Ansatz 0.2.0, scalar-relativistic PBE, PAW, plane waves to 420 eV, no spin polarization: WSi₂ (I4/mmm), shape and atoms relaxed at fixed volume to 0.01 eV/Å, symmetry kept. The k mesh is 18×18×18, with Gaussian smearing of 0.1 eV. Energies are at zero smearing, relative to the elements' standard crystals; c/a is for the conventional cell; positive pressure means compression.

| volume (relaxed cell) (Å³/atom) | c/a (relaxed cell) | shortest distance (relaxed cell) (Å) | energy over elements (eV/atom) | pressure (GPa) |
| --- | --- | --- | --- | --- |
| 12.030 | 2.4608 | 2.516 | -0.171 | 36.69 |
| 12.441 | 2.4544 | 2.549 | -0.250 | 25.19 |
| 12.852 | 2.4479 | 2.573 | -0.302 | 15.41 |
| 13.261 | 2.4423 | 2.588 | -0.330 | 7.09 |
| 14.082 | 2.4315 | 2.617 | -0.331 | -6.00 |
| 14.492 | 2.4276 | 2.631 | -0.309 | -11.10 |
| 15.038 | 2.4230 | 2.647 | -0.261 | -16.70 |

### Two kinds of change in one series

Tungsten disilicide, WSi₂, is squeezed and stretched here at fixed volumes, while the shape of the cell and the atoms adjust. Pressure falls smoothly through zero as the volume grows, and the energy passes through a minimum. The shortest distance between atoms behaves differently: it lengthens quickly at first and then at roughly half that rate. The bend suggests a sudden change in the material, yet neither energy nor pressure shows a break, and every cell stays metallic. The tetragonal symmetry was imposed by the calculation, so a distortion that lowers it was not tested. The smooth curves describe the whole crystal, whereas the shortest distance describes whichever pair of atoms happens to be closest.

### Why the crystal softens

Removing a given fraction of the volume takes more pressure than adding the same fraction takes tension. About 6% below the volume of zero pressure the crystal pushes back with 15.4 GPa; about 6% above it, it pulls with only 11.1 GPa. The reason lies in two opposing contributions to the energy. Repulsion, from the kinetic energy of confined electrons and their overlap with the atomic cores, fades faster on expansion than attraction does.

The simplest version of this argument treats the crystal as an electron gas held together by electrostatic attraction. Kinetic energy then varies with volume $V$ as $V^{-2/3}$ and attraction as $V^{-1/3}$, so the pressure is

$$p = A\,V^{-5/3} - B\,V^{-4/3}.$$

At zero pressure the two terms have equal size, say $P$. The stiffness $K=-V\,dp/dV$ is then $(5/3-4/3)P=P/3$. A small fractional compression raises $K$ by $(25/9-16/9)P=P$ times that fraction and the pressure by $P/3$ times it, so the stiffness rises by 3 GPa for each GPa of pressure.

Fitted to all seven pressures, this form reproduces most of the curvature but misses the most expanded cell by about 1 GPa. A Birch–Murnaghan curve, which leaves the rate of stiffening free, follows the pressures much more closely and gives a rate of about 4.4 instead of 3. The computed crystal therefore stiffens faster than the electron-gas picture allows. Core overlap and the bonds formed by tungsten d electrons are plausible reasons, since both depend strongly on distance, but the data do not separate them.

For practical use, the stiffness at zero pressure is about 217 GPa, so a 1% reduction in volume needs roughly 2 GPa. That value should not be carried far along the curve. Between neighbouring cells, the average stiffness falls from 342 GPa at the compressed end to 151 GPa at the expanded end. These are values for a static lattice in PBE, a standard density functional, without thermal motion.

### The two nearly equal energies

The cells at 13.261 and 14.082 Å³/atom differ in energy by only about 1 meV/atom, which could be mistaken for a flat stretch of the curve. Their pressures have opposite signs, so they lie on opposite sides of a minimum that no cell samples directly. The pressure curve places that minimum at 13.67 Å³/atom. Integrating the same curve and adding one constant reproduces the seven energies with a root-mean-square miss of about 0.3 meV/atom. Energy and pressure thus tell one consistent story.

### Why the shortest distance bends

In this structure, each tungsten atom has ten silicon neighbours: two straight above and below it along the long axis, and eight along diagonals. Each silicon atom has five neighbours of each element, again one axial and four diagonal. Let $a$ and $c$ be the short and long edges of the tetragonal cell, and let $zc$ be the height of silicon above tungsten. The two silicon–silicon distances are then

$$d_\text{axial}=(1-2z)\,c,\qquad d_\text{diagonal}=\sqrt{a^2/2+(2z-1/2)^2c^2}.$$

For $z=1/3$, all ten contacts become equal when $c^2/9=a^2/2+c^2/36$, that is, when $c/a=\sqrt6\approx2.449$. The computed $c/a$ crosses this value between 12.441 and 12.852 Å³/atom, exactly where the shortest distance bends. Near such a crossing several pairs compete to be the closest, and a small change of shape decides between them. The energy has no reason to jump, because no contact is suddenly made or broken.

The silicon height is not listed, but it can be inferred. If the axial silicon pair is the closest one in the five larger cells, its length gives $z$ in each of them, and these values rise almost linearly with volume. A straight line through those five values was then carried back to the two smallest cells. They were left out of the fit because a different pair should be closest there.

The smallest cell provides a test. Its volume of 12.030 Å³/atom and its $c/a$ of 2.4608, with six atoms in the tetragonal cell, give

$$a=(6\times12.030/2.4608)^{1/3}=3.084\ \text{Å},\qquad c=2.4608\,a=7.589\ \text{Å}.$$

The line gives $z=0.3325$, and hence

$$d_\text{diagonal}=\sqrt{3.084^2/2+(0.1650\times7.589)^2}=2.515\ \text{Å}.$$

The calculation found a shortest distance of 2.516 Å. With the same height, the axial silicon pair would be 2.542 Å long, clearly too long to be the closest.

The bend is therefore best read as a change of partners. On this reading, the closest atoms in the two most compressed cells are diagonal silicon neighbours, whose separation follows mainly the edge $a$ and grows quickly. Beyond about 12.7 Å³/atom the axial silicon pair takes over and grows more slowly. The step from 12.441 to 12.852 Å³/atom contains the crossing, which is why its slope lies between the fast and the slow rate.

This assignment rests on a silicon height that changes almost linearly with volume. If the axial silicon pair were the closest in all seven cells, the height would have to stop falling on compression and turn upward, to 0.3342 in the smallest cell. Another alternative is that axial tungsten–silicon contacts are the closest in the larger cells. Carried back in the same way, it puts an axial silicon pair at 2.505 Å in the smallest cell, below the shortest distance actually found. That counts against a straight-line change of height, but not against a curved one: the height could fall as the crystal expands, with the axial silicon pair closest in the two smallest cells. The bend would still be a change of partners, only between other pairs. The relaxed atomic positions would settle the matter directly.

### Why the cell changes shape

Over the whole series $a$ grows by 8.3% and $c$ by 6.6%, which is why $c/a$ falls. The inferred contact lengths show where the long axis lags. Between 12.852 and 15.038 Å³/atom the axial silicon pair stretches by only 2.9%, while the other three kinds of contact stretch by 5% to 6%. One edge $c$ consists of two axial tungsten–silicon contacts and one axial silicon pair, so on these inferred lengths it is the silicon pair that keeps the long axis behind.

Part of this follows from geometry. Suppose that all contacts are equal springs with $z=1/3$. An axial spring feels the full fractional stretch $e_c$ of the long axis, while a diagonal one feels $u=\tfrac34e_a+\tfrac14e_c$, where $e_a$ is the stretch of $a$. There are three axial and twelve diagonal springs per formula unit, and uniform pressure loads the two short directions together twice as much as the long one. Balance requires $9u=2(3e_c+3u)$, so $e_c=u/2$: axial contacts should stretch half as much as diagonal ones.

The axial silicon pair comes close to that rule, but the axial tungsten–silicon contact does not; it stretches about as much as the diagonals. For the cell edges, the equal-spring model makes $a$ stretch 2.3 times as much as $c$, whereas the computed ratio is only about 1.2. The model gets the direction right and the size badly wrong. A softer axial tungsten–silicon contact is expected to move the ratio towards the computed one, but whether it accounts for the whole difference stays open until force constants are computed.

### Reading distances under pressure

Elemental tungsten, a body-centred cubic metal, makes a useful contrast. There, all interatomic distances scale with the cube root of the volume as long as the structure is kept, so the shortest distance has no such bend. A tetragonal disilicide has two edges and a silicon height that can each respond at their own rate. When its $c/a$ lies near $\sqrt6$ and its silicon height near one third, a small change of shape can change which atoms are closest. In this series the inferred contact lengths place that change at a pressure of about 19 GPa.

The analysis printed below gives the fits and the inferred contact lengths for every cell. The practical rule is to follow a named pair of atoms through the series, and to check energy, pressure and, where it is free to change, symmetry before reading a bend in the shortest distance as a phase change.

Printed output of the fit:

```
fit of pressure on 7 rows: coefficient of vol**(-5/3) 52470 +/- 973, coefficient of vol**(-4/3) -21916 +/- 412; rms 0.724, worst 15.038 -1.04, leave-one-out rms 1.15
fit of pressure on 7 rows: coefficient of (s/vol)**(7/3)-(s/vol)**(5/3) 324.7 +/- 0.36, coefficient of ((s/vol)**(7/3)-(s/vol)**(5/3))*((s/vol)**(2/3)-1) 86.23 +/- 4.8, s 13.67; rms 0.0295, worst 14.082 0.0436, leave-one-out rms 0.088
volume at zero pressure, Å³/atom: 13.67
bulk modulus at zero pressure, GPa: 216.5
change of bulk modulus with pressure (electron-gas form gives 3): 4.354
energy over elements at the minimum, eV/atom: -0.3389
rms miss of energies predicted from the pressure curve, meV/atom: 0.2701
energy difference of the two rows around the minimum, meV/atom: 1
growth of a over the series, %: 8.28
growth of c over the series, %: 6.617
ratio of logarithmic growth, a to c: 1.242
same ratio for equal springs on ten equal contacts: 2.333
fit of z_si on 5 rows (vol > 12.6): constant 0.3172 +/- 0.00048, coefficient of vol 0.001277 +/- 3.4e-05; rms 4.71e-05, worst 15.038 -6.76e-05, leave-one-out rms 8.88e-05
  rows outside the fit (model, value, miss): 12.03 0.3325, 0.3342, -0.00172; 12.441 0.333, 0.3336, -0.000599
fit of z_w on 5 rows (vol > 12.6): constant 0.3657 +/- 0.00095, coefficient of vol -0.002554 +/- 6.8e-05; rms 9.43e-05, worst 15.038 0.000135, leave-one-out rms 0.000178
  rows outside the fit (model, value, miss): 12.03 0.335, 0.3315, 0.00343; 12.441 0.3339, 0.3327, 0.0012
Row by row:
     row  stiffness from row before (GPa)  slope of shortest distance  shortest (Å)  Si-Si axial (Å)  Si-Si diagonal (Å)  W-Si axial (Å)  W-Si diagonal (Å)  rival Si-Si axial (Å)
   12.03                              n/a                         n/a         2.516            2.542               2.515           2.524              2.524                  2.505
  12.441                            342.3                     0.08029         2.549            2.558               2.548           2.552              2.551                  2.545
  12.852                            300.9                     0.05839         2.573            2.573                2.58           2.579              2.577                  2.584
  13.261                            265.6                     0.03667         2.588            2.588               2.612           2.606              2.603                  2.624
  14.082                            217.9                     0.03532         2.617            2.616               2.674           2.659              2.652                  2.702
  14.492                            177.7                     0.03415         2.631             2.63               2.704           2.686              2.676                  2.742
  15.038                            151.4                      0.0293         2.647            2.648               2.744           2.722              2.707                  2.795
volume where axial and diagonal Si-Si are equal, Å³/atom: 12.69
growth of axial Si-Si from 12.852 to 15.038 Å³/atom, %: 2.904
growth of diagonal Si-Si over the same rows, %: 6.348
growth of axial W-Si over the same rows, %: 5.536
growth of diagonal W-Si over the same rows, %: 5.037
```
